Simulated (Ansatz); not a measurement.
**Abstraction of Br: CH3Br + GeH3 → CH3 + GeH3Br**

Species: CH3Br (bromomethane) `CBr`, singlet; GeH3 `[GeH3]`, doublet; CH3 (methyl radical) `[CH3]`, doublet; GeH3Br `[GeH3][Br]`, singlet. A radical takes Br: the energy is the difference in strength between the C–Br bond broken and the Ge–Br bond made.

Shapes, held fixed at every level: PBE0-D4/def2-TZVP. Programs: Ansatz 0.2.0. The zero-point and thermal change to 298 K, harmonic and unscaled (PBE0-D4/def2-TZVP), is -7.3 kJ/mol.

**Question.** Estimate ΔH(298 K) of this reaction.

**Answer.** The highest level, CCSD(T)/def2-TZVPP, gives ΔH(298 K) = -57.1 kJ/mol; the levels span -91.2 to -51.8. The column of differences is taken from that level and isn't an error. No measured value is set beside it here. Open shells run unrestricted unless RO is named. Relativity is left out for Br, Ge unless named. Correlated rows may include outer-core shells of Br, Ge, which these sets cover unevenly.

| level | kind | ΔH(298 K) (kJ/mol) | less CCSD(T)/def2-TZVPP |
| --- | --- | --- | --- |
| HF/def2-TZVPP | Hartree–Fock | -91.2 | -34.1 |
| r2SCAN-D4/def2-TZVPP | meta-GGA | -64.8 | -7.7 |
| wB97M-V/def2-TZVPP | range-separated hybrid | -51.8 | +5.3 |
| wB97X-V/def2-TZVPP | range-separated hybrid | -57.4 | -0.3 |
| MP2/def2-SVP | perturbation theory | -55.9 | +1.2 |
| CCSD/def2-TZVPP | coupled cluster or CI | -61.0 | -3.9 |
| CCSD(T)/def2-TZVPP | coupled cluster or CI | -57.1 | 0.0 |

Bromine transfer from carbon to germanium is exothermic at every level, with CCSD(T) giving -57.1 kJ/mol, so the Ge–Br bond formed is stronger than the C–Br bond broken. The main reason is bond polarity: germanium is more electropositive than carbon, so its bond to bromine gains more ionic stabilisation, which outweighs the better covalent overlap of the compact carbon orbital. The longer Ge–Br bond also eases repulsion between bromine and the hydrogens, and the released methyl radical gains some stability by becoming planar.

Hartree–Fock exaggerates the driving force, probably because the correlation energy it omits contributes more to the compact, covalent C–Br bond than to the more polar Ge–Br bond. The step from CCSD to CCSD(T) acts in the same direction, but is much smaller. The direction of transfer is therefore secure, whereas the near coincidence of MP2 in a smaller basis with CCSD(T) is no evidence of comparable accuracy. The exothermicity alone doesn't establish how fast the abstraction is, since that depends on the barrier.
